**Q.** Five runs on one crystal of silicon carbide, and the gaps agree to 15 meV. How much of that small spread comes from the basis, and how much from the potentials?

ABINIT calculations with the PBE functional for hexagonal SiC (space group P6_3mc, 4-atom cell) at a fixed geometry, without spin polarisation or spin–orbit coupling. All runs use an 8×8×4 k mesh and Fermi–Dirac smearing of 0.05 eV. The basis column gives the plane-wave cutoff, and both gaps are taken between levels on the k mesh.

| potentials | basis | gap (eV) | direct gap (eV) |
| --- | --- | --- | --- |
| Ansatz NC PBE | 1007 eV | 2.57300 | 4.069 |
| Ansatz NC PBE | 1116 eV | 2.57300 | 4.069 |
| JTH PAW PBE v2.0 | 408 eV | 2.58500 | 4.092 |
| PseudoDojo NC SR PBE v0.4.1 standard | 1116 eV | 2.58800 | 4.086 |
| PseudoDojo NC SR PBE v0.4.1 standard | 1007 eV | 2.58800 | 4.085 |

**A.** Three sizes are worth remembering here. The step in plane-wave cutoff moves the gap by less than 1 meV, and a change from one norm-conserving set to the other moves it by 15 meV. The choice of k points probably costs 100 meV or more, and that error is invisible in the table because every row shares it.

**Q.** Why does the cutoff matter so little?

**A.** Mostly because the basis is already nearly complete at 1007 eV, so each level has little left to gain. Raising the cutoff adds short waves, which mainly improve the sharp parts of the wavefunctions near the nuclei. Filled and empty states both gain from this, so both edges of the gap sink. With the PseudoDojo potentials the valence edge falls by about 0.4 meV and the conduction edge by about 0.2 meV, and only the difference reaches the gap.

**Q.** So the lower cutoff is good enough?

**A.** For the gap, yes, with either norm-conserving set. The same step lowers the PseudoDojo total energy by 7 meV per cell, because there the small gains of all 16 valence electrons add up. It also raises the pressure by about 0.2 GPa. The stress is worked out with a fixed set of plane waves, and squeezing the cell shortens them, as if the cutoff had gone up. In an unfinished basis this lowers the energy falsely, so the pressure comes out too low. A cutoff that serves for gaps therefore has to be tested again before it is used for stresses or cell shapes.

**Q.** Then the 15 meV between Ansatz NC and PseudoDojo must come from the potentials.

**A.** It does, since the difference is the same at both cutoffs, about 60 times the larger cutoff effect. The levels at the zone centre show its form: the two lowest empty ones both rise by about 14 meV against the valence top, while the lowest listed filled one stays put. The empty states have moved almost as a block.

A pseudopotential is built to scatter electrons correctly at a few chosen energies, with the atom's filled levels first among them. Empty levels of the crystal lie several eV higher, where two sound constructions may begin to differ. That would explain why the filled levels agree better, but for this pair it remains a guess. Both sets treat four valence electrons on each atom, so the size of the frozen core isn't the reason.

**Q.** The PAW row lies within 3 meV of PseudoDojo. Do those two confirm each other?

**A.** Only in part. The PAW direct gap, taken between filled and empty states at the same k point, is the largest in the table, although its gap is slightly below that of PseudoDojo. At the zone centre its second empty level lies 43 meV lower than in PseudoDojo at the higher cutoff. The levels have shifted by unequal amounts, and the two that define the gap happen to end up almost equally far apart.

With PAW run at a single cutoff, these shifts may come from the potential or from the basis. A second PAW run at a higher cutoff would separate the two. The printed output below lists the shifts level by level.

**Q.** You said that the k points cost more than all of this. How can you tell, if every row uses the same mesh?

**A.** From the position of the band edges. The direct gap exceeds the gap by about 1.5 eV in every row, so the lowest empty state sits at a different k point from the highest filled one. In this hexagonal form of SiC the conduction minimum is known to lie at K, one third of the way along both in-plane reciprocal edges. Eight divisions can't hit a third.

The nearest point of a mesh through the zone centre is at three eighths, off by $1/24$ along each edge. With the in-plane cell edge $a \approx 3.1$ Å, the distance is $\Delta k = \pi/(6a) \approx 0.17$ Å$^{-1}$. The energy of a free electron of mass $m$ would fall by

$$\frac{\hbar^2 \Delta k^2}{2m} \approx 3.8\ \text{eV Å}^2 \times (0.17\ \text{Å}^{-1})^2 \approx 0.11\ \text{eV}$$

on its way down to K. Electrons near this minimum are lighter than free ones, which makes the band steeper and the missed depth larger. The estimate gives an order of magnitude and uses none of the five gaps; a mesh with six or nine in-plane divisions contains K and would test it.

**Q.** Would cubic SiC have the same problem?

**A.** No. Its conduction minimum lies at X, on the zone boundary, and a zone-centred mesh with even divisions includes that point.

**Q.** Can I at least compare these gaps with a measured one?

**A.** Not yet. The mesh makes the gap too wide, while PBE is known to make gaps too narrow, so the two errors partly cancel and hide how far PBE really falls short. The atoms also still feel forces of roughly three quarters of an eV per Å, so these gaps belong to a strained arrangement. Relax the atoms and include K first; only then does the choice between these potentials deserve attention.

The analysis program printed:

```
Spread of the gap over all rows (meV): 15
Spread of the direct gap over all rows (meV): 23
Gap change from 1007 to 1116 eV cutoff, Ansatz NC (meV): 0.05
Gap change from 1007 to 1116 eV cutoff, PseudoDojo (meV): 0.246
Total energy change with the same step, Ansatz NC (meV per cell): -1.199
Total energy change with the same step, PseudoDojo (meV per cell): -6.987
Pressure change with the same step, Ansatz NC (GPa): 0.079
Pressure change with the same step, PseudoDojo (GPa): 0.2446
Gap, PseudoDojo less Ansatz NC, both at 1116 eV (meV): 15.21
Gap, PseudoDojo less Ansatz NC, both at 1007 eV (meV): 15.02
Potential difference over the larger cutoff change (ratio): 61.83
Shifts against Ansatz NC at 1116 eV (meV):
                                   row    gap  direct gap  first empty level at zone centre  second empty level  lowest listed filled level
                         Ansatz NC PBE  -0.05      -0.082                                 0                   0                           0
                         Ansatz NC PBE      0           0                                 0                   0                           0
                      JTH PAW PBE v2.0  12.75       23.18                                -3                 -29                         -15
  PseudoDojo NC SR PBE v0.4.1 standard  15.21       16.39                                14                  14                           0
  PseudoDojo NC SR PBE v0.4.1 standard  14.97       16.03                                13                  13                           0
Gap, PAW less PseudoDojo at 1116 eV (meV): -2.459
Direct gap, PAW less PseudoDojo at 1116 eV (meV): 6.797
First empty zone-centre level, PAW less PseudoDojo at 1116 eV (meV): -17
Second empty zone-centre level, PAW less PseudoDojo at 1116 eV (meV): -43
Smallest excess of direct gap over gap (eV): 1.496
Distance from K to the nearest mesh point (1/A): 0.1702
Free-electron energy at that distance, order of the missed depth (eV): 0.1104
```
